# Reading a charge-exchange sheath backwards: N₂ at 50 Pa over steel

## The readings

A steel plate on the powered electrode of a 13.56 MHz nitrogen discharge carries a cluster of fine holes. Behind them lies a pumped chamber with a retarding grid, a mass filter set to N₂⁺, a deflector and a collector that also works as a calorimeter. With the deflector off the collector gives the ion current $I(U)$ that passes a retarding voltage $U$. With the deflector on, ions are swept aside and the collector gives the power $P_n$ of fast neutrals inside its acceptance cone, the thermal gas background being subtracted.

All values below are made for the exercise and rounded as data are. Uncertainties are one standard deviation.

| quantity | value |
|---|---|
| pressure $p_g$ | 50 Pa (taken as exact) |
| gas temperature in the sheath $T$ | 700 ± 50 K |
| time-averaged sheath voltage $V$ | 320 ± 10 V |
| sheath thickness $s$ (edge of the glow) | 4.0 ± 0.3 mm |
| open area $A$ | 0.10 mm² |
| neutral power $P_n$ | 52 ± 3 µW |

| $U$ (V) | 0 | 40 | 80 | 120 | 160 |
|---|---|---|---|---|---|
| $I$ (nA), each ± 2 % | 400 | 160 | 62 | 25 | 9.8 |
| $\ln(I/\text{nA})$ | 5.991 | 5.075 | 4.127 | 3.219 | 2.282 |

Sought are the charge-exchange path $\lambda$, the number of fast neutrals per ion, their share of the power, the path $\lambda_n$ over which they are scattered, and the two cross-sections.

## The model

The coordinate $x$ runs from the sheath edge ($x=0$) to the steel ($x=s$). Ions enter at rest and feel a uniform mean field $E=V/s$. All ions are N₂⁺, and their only collision is N₂⁺ + N₂ → N₂ + N₂⁺, with an energy-independent path $\lambda$. The fast particle keeps its velocity and becomes a neutral, and the new ion starts at rest. "An ion" means the charge, followed through all its carriers. Write $a=s/\lambda$.

**Predict.** What shape has $\ln I$ against $U$, and which combination of $\lambda$, $s$, $V$ sets it?

Look backwards from the wall. Exchanges occur at random with rate $1/\lambda$ per unit length, so the chance of none in the last stretch $y$ is $e^{-y/\lambda}$. An ion whose last exchange lay at distance $y$ arrives with energy $eEy$. It passes the grid if $y>U/E$, so

$$\frac{I(U)}{I(0)}=e^{-U/U_0}\quad(U<V),\qquad U_0=E\lambda=\frac{V}{a}. \tag{1}$$

At $U=V$ the remaining fraction $e^{-a}$, the ions that never collided, is cut off. The mean of a non-negative quantity is the integral of its survival function, hence

$$\langle\varepsilon_i\rangle=e\int_0^V\frac{I(U)}{I(0)}\,dU=eV\,\frac{1-e^{-a}}{a}. \tag{2}$$

The charge crosses the whole sheath, so it undergoes $\int_0^s dx/\lambda=a$ exchanges on average and makes $a$ fast neutrals. It also falls through the whole voltage, so the field does work $eV$ on its carriers. Whatever the last carrier does not bring in left with the neutrals:

$$f_0=1-\frac{\langle\varepsilon_i\rangle}{eV}=1-\frac{1-e^{-a}}{a}. \tag{3}$$

This is the neutrals' share of the power at their birth, and at the wall only if none is scattered on the way.

## Step 1: the ion curve

With equal relative uncertainties a plain straight-line fit of $\ln I$ is right. Label the points $k=-2,\dots,2$, spaced by 40 V. Then $\sum k^2=10$, $\sum k\ln I_k=-9.274$, and

$$\text{slope}=\frac{-9.274}{10\times 40\ \text{V}}=-0.0232\ \text{V}^{-1},\qquad U_0=43.1\ \text{V}.$$

The slope is uncertain by $0.02/(40\sqrt{10}\ \text{V})=1.6\times10^{-4}\ \text{V}^{-1}$, or 0.7 %, so $U_0=43.1\pm0.3$ V.

**Predict.** Will $a$ be known to 0.7 % as well?

No, since $a=V/U_0$ and $V$ is known to 3.1 %. In quadrature this makes 3.2 %:

$$a=\frac{320}{43.1}=7.42\pm0.24 .$$

Each ion makes about seven fast neutrals. The uncollided fraction $e^{-a}=6.0\times10^{-4}$ corresponds to 0.24 nA, and (2) gives $\langle\varepsilon_i\rangle=43.1$ eV, equal to $eU_0$ at this precision. From (3), $f_0=1-0.135=0.865$.

**Predict.** How does a 3.2 % uncertainty in $a$ pass into $f_0$?

It acts only on the small term: $0.135\times0.032=0.004$, so $f_0=0.865\pm0.004$. The neutrals take 277 eV per ion, or $277/7.42=37.3$ eV each. This lies below the arrival energy of the ions because neutrals born within about $\lambda$ of the edge come from ions that have had no room to accelerate.

Lengths and areas need more inputs. With 7.5 % on $s$, $\lambda=s/a=0.539\pm0.044$ mm (8.2 %). The gas density is $n=p_g/k_BT=5.17\times10^{21}\ \text{m}^{-3}$, uncertain by 7.1 %, so

$$\sigma_{cx}=\frac{1}{n\lambda}=\frac{a}{ns}=(3.6\pm0.4)\times10^{-19}\ \text{m}^2 ,$$

an 11 % result dominated by $s$ and $T$.

## Step 2: the neutral power

**Predict.** If (3) held at the wall, what would the calorimeter read?

The holes pass 400 nA of ions, so it would read 400 nA × 277 V = 111 µW. The reading is 52 µW, that is $W_n=P_n/I(0)=130$ eV per ion, or $W_n/eV=0.406$. More than half is missing, so attenuation is no small correction here.

Let a fast neutral be removed from the acceptance cone with a constant path $\lambda_n$, put $b=s/\lambda_n$, and assume that the collector absorbs all the energy of what arrives. By the argument behind (2), applied at depth $x$, the mean ion energy there is $eE\lambda(1-e^{-x/\lambda})$. In $dx$ there are $dx/\lambda$ exchanges per ion, and the neutral survives the distance $s-x$ with probability $e^{-(s-x)/\lambda_n}$. With $u=x/s$,

$$\frac{W_n}{eV}=g(a,b)=\int_0^1\!\left(1-e^{-au}\right)e^{-b(1-u)}du=\frac{1-e^{-b}}{b}-\frac{e^{-b}-e^{-a}}{a-b}. \tag{4}$$

As $b\to0$ this returns $f_0$. The point $a=b$ is harmless, the last term tending to $e^{-a}$.

**Predict.** Can $g=0.406$ have two solutions for $b$?

The integrand is non-negative and falls with $b$ at every $u<1$, so $g$ decreases strictly from $f_0$ towards zero. There is exactly one root when $0<W_n/eV<f_0$, and none otherwise. For $a=7.42$:

| $b$ | 0 | 1 | 2 | 3 |
|---|---|---|---|---|
| $g$ | 0.865 | 0.575 | 0.407 | 0.306 |

The root lies just above 2, at $b=2.01$. Then $\lambda_n=s/b=1.99$ mm and $\sigma_n=b/(ns)=0.97\times10^{-19}\ \text{m}^2$. The ratio $\sigma_n/\sigma_{cx}=b/a=0.27$ is free of $s$ and $T$.

**Predict.** Is the relative uncertainty of $b$ larger or smaller than that of $W_n$?

At the root, $\partial g/\partial b=-0.1275$ and $a\,\partial g/\partial a=0.033$. The logarithmic sensitivity is $g/(b\,|\partial g/\partial b|)=1.6$, so the uncertainty is amplified. $P_n$ (5.8 %) and $I(0)$ (2 %) give 6.1 % on $W_n$, hence $0.406\times0.061/0.1275=0.19$ on $b$. The voltage enters twice, because $W_n=eV\,g(V/U_0,b)$, and both effects have the same sign: $(0.406+0.033)\times0.031/0.1275=0.11$. The contribution of $U_0$ is $0.033\times0.007/0.1275=0.002$, small enough that its correlation with $I(0)$ can be ignored. In quadrature $b=2.01\pm0.22$ (11 %), so $\lambda_n=2.0\pm0.3$ mm (13 %) and $\sigma_n=(0.97\pm0.15)\times10^{-19}\ \text{m}^2$ (15 %).

## Step 3: what reaches the steel

The ion current density is $I(0)/A=0.40$ mA/cm², a flux of $2.5\times10^{15}\ \text{cm}^{-2}\text{s}^{-1}$. Fast neutrals are made at $a$ times this rate, $1.9\times10^{16}\ \text{cm}^{-2}\text{s}^{-1}$. They are born uniformly in $x$, so the number arriving unscattered per ion is

$$a\int_0^1 e^{-b(1-u)}du=a\,\frac{1-e^{-b}}{b}=3.2 ,$$

a flux of $8.0\times10^{15}\ \text{cm}^{-2}\text{s}^{-1}$ with mean energy $130/3.2=41$ eV. Of the 128 mW/cm² that the field gives to ions, the ions deliver 17, unscattered neutrals deliver 52, and 59 (147 eV per ion, 46 % of $eV$) leave the cone. Neutrals bring $130/(130+43.1)=0.75$ of the directed power.

The scattered part is not lost to the steel altogether. Some arrives at wider angles, some in knocked-on molecules, some as heat conducted from the gas. Accordingly $\sigma_n$ is a removal cross-section for this particular cone, and a narrower cone would return a larger value.

## How unique is the answer?

Within the model, the slope fixes $a$ and $W_n$ then fixes $b$. Two degeneracies remain visible. $W_n$ alone is one equation for two unknowns. The cross-sections appear only as $a/(ns)$ and $b/(ns)$, so a wrong $s$ or $T$ rescales both without spoiling any fit.

The larger question is the field shape. Let the potential drop from the edge grow as $V(x/s)^p$. The uniform field is $p=1$ and a linearly rising field is $p=2$. For steady ion space charge with drift speed $\propto\sqrt{E}$, as for a constant path $\lambda\ll s$, Poisson's equation reads $\sqrt{E}\,dE/dx=$ const, so $E\propto x^{2/3}$ and $p=5/3$. An ion last exchanged at distance $y$ from the wall gains $eV[1-(1-y/s)^p]$, and (1) becomes

$$\frac{I(U)}{I(0)}=\exp\left\{-a\left[1-(1-U/V)^{1/p}\right]\right\}. \tag{5}$$

**Predict.** Which way does $\ln I$ bend for $p>1$? Which of $a$ and $f_0$ changes more when the same points are refitted?

The slope has magnitude $(a/pV)(1-U/V)^{1/p-1}$. At $U=0$ it is $1/(E_{\rm wall}\lambda)$ with $E_{\rm wall}=pV/s$, and it steepens with $U$, so the curve bends down. Fitting $\ln I$ linearly against the square bracket of (5), with free intercept (three degrees of freedom), and taking $f_0$ from the first equalities of (2) and (3), which hold for any shape:

| $p$ | $a$ | $\chi^2$ | $f_0$ | $\sigma_{cx}$ ($10^{-19}$ m²) |
|---|---|---|---|---|
| 1 | 7.42 | 0.7 | 0.865 | 3.6 |
| 5/3 | 10.9 | 36 | 0.857 | 5.3 |
| 2 | 12.7 | 56 | 0.855 | 6.1 |

The energy share hardly moves, because it needs only the area under the retarding curve and the energy balance. The neutral count and $\sigma_{cx}$ rise by factors 1.5 and 1.7, far beyond their error bars. These points reject $p>1$ through their lack of curvature, as they must, having been made from a uniform field. The field in a real collisional sheath typically rises towards the wall, and a uniform-field reading of such a sheath would give $a$ and $\sigma_{cx}$ too low by factors of about this size.

## Neglected effects and their size

*RF modulation.* With $E=800$ V/cm and $M=28.0$ u, an ion needs $\sqrt{2\lambda M/eE}=63$ ns to cover one path from rest, against a period of 74 ns, so the mean field needs defending. For a fully modulated field $E[1+\cos(\omega t+\phi)]$, the velocity ripple is $(eE/M\omega)[\sin(\omega t+\phi)-\sin\phi]$. The squared bracket averages to $1-\cos\omega t$ over the birth phase $\phi$, about 1 over a spread of flight times. The ripple energy is thus of order $e^2E^2/2M\omega^2=1.5$ eV, or 3.5 % of $\langle\varepsilon_i\rangle$. That exceeds the 0.7 % of the fit and matches the 3.2 % on $a$, so the third figure of $a$ serves only to carry the arithmetic.

*Atomic ions.* N⁺ has no resonant exchange with N₂ and arrives faster. If 5 % of an unfiltered 400 nA crossed without exchange, its 20 nA plateau would swamp the last point. The mass filter is essential.

*Energy dependence.* Resonant exchange cross-sections typically fall slowly with energy, so $\sigma_{cx}$ is an average over some tens of eV.

## Carrying the result to a silicon wafer

The substrate does not appear in (1) to (4), so the cross-sections can be reused for N₂ plasma nitridation of silicon. Assume 50 Pa, 450 K, $V=80$ V, $s=2.0$ mm.

**Predict.** Does the neutrals' share of the directed power collapse at this low bias?

It does not, since shares depend on $a$ and $b$ only. Here $n=8.05\times10^{21}\ \text{m}^{-3}$, $a=n\sigma_{cx}s=5.8$ and $b=n\sigma_n s=1.56$. The model gives $f_0=0.83$, $\langle\varepsilon_i\rangle=14$ eV, $g=0.46$, and 2.9 unscattered neutrals bringing 37 eV per ion, which is 0.73 of the directed power. Both cross-sections typically grow at these lower energies, so $a$ and $b$ are likely to be on the low side.

All these numbers are the model's. The readings were chosen so that $\sigma_{cx}$ comes out at a few $10^{-19}\ \text{m}^2$, the size typical of N₂⁺ in N₂ at tens of eV, so the value tests the inversion and says nothing new about nitrogen. The ranking of reliability does carry over: the share $f_0$ survives a change of field shape, while the neutral count and the cross-sections are only as good as the assumed shape and the product $ns$.